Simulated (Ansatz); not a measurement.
Strength of the Ge–H bond: CH5GeO2 → CH4GeO2 + H

Species: CH5GeO2 `C[O][GeH][OH]`, doublet; CH4GeO2 `C[O][Ge][OH]`, singlet; H atom, doublet. 

Shapes, held fixed at every level: PBE0-D4/def2-TZVP. Flexible molecules stand in one conformer, not always the lowest. Programs: Ansatz 0.2.0. The zero-point and thermal change to 298 K, harmonic and unscaled (PBE0-D4/def2-TZVP), is -14.8 kJ/mol.

**Question.** Estimate ΔH(298 K) of this reaction.

**Answer.** The highest level, CCSD(T)/def2-TZVPP, gives ΔH(298 K) = +127.7 kJ/mol; the levels span +108.2 to +131.2. A fragment pairs its electrons up again, so this isn't a typical strength of such a bond. The column of differences is taken from that level and isn't an error. No measured value is set beside it here. Open shells run unrestricted unless RO is named. Relativity is left out for Ge unless named. Correlated rows may include outer-core shells of Ge, which these sets cover unevenly.

```json
{"level": "HF/def2-SVP", "kind": "Hartree–Fock", "ΔH(298 K) (kJ/mol)": "+108.2", "less CCSD(T)/def2-TZVPP": "-19.5"}
{"level": "PBE0-D4/def2-TZVPP", "kind": "global hybrid", "ΔH(298 K) (kJ/mol)": "+126.9", "less CCSD(T)/def2-TZVPP": "-0.8"}
{"level": "B2PLYP/def2-TZVPP", "kind": "double hybrid", "ΔH(298 K) (kJ/mol)": "+119.8", "less CCSD(T)/def2-TZVPP": "-7.9"}
{"level": "MP2/def2-SVP", "kind": "perturbation theory", "ΔH(298 K) (kJ/mol)": "+111.7", "less CCSD(T)/def2-TZVPP": "-16.0"}
{"level": "MP2/def2-TZVPP", "kind": "perturbation theory", "ΔH(298 K) (kJ/mol)": "+118.0", "less CCSD(T)/def2-TZVPP": "-9.7"}
{"level": "CCSD(T)/def2-SVP", "kind": "coupled cluster or CI", "ΔH(298 K) (kJ/mol)": "+117.3", "less CCSD(T)/def2-TZVPP": "-10.4"}
{"level": "CCSD/def2-TZVPP", "kind": "coupled cluster or CI", "ΔH(298 K) (kJ/mol)": "+131.2", "less CCSD(T)/def2-TZVPP": "+3.5"}
{"level": "CCSD(T)/def2-TZVPP", "kind": "coupled cluster or CI", "ΔH(298 K) (kJ/mol)": "+127.7", "less CCSD(T)/def2-TZVPP": "0.0"}
```

Losing hydrogen from this germyl radical costs +127.7 kJ/mol at the highest level, little for a Ge–H bond because the product is a singlet germylene. The electron left on germanium by homolysis pairs with the radical electron in a lone pair of largely 4s character, while the oxygen neighbours stabilise the singlet by σ-withdrawal and by π-donation into the empty 4p orbital.

The number of electron pairs is also unchanged, one Ge–H bond pair giving way to one lone pair. This probably explains why Hartree–Fock already recovers most of the reaction enthalpy, whereas it usually fails badly for homolysis. Going from def2-SVP to def2-TZVPP raises both the MP2 and CCSD(T) values, the latter by more than the triples correction lowers the CCSD result. The basis set therefore matters at least as much here as the treatment of triples, and the close match of PBE0-D4 to CCSD(T) in the larger set may not survive at the basis-set limit.
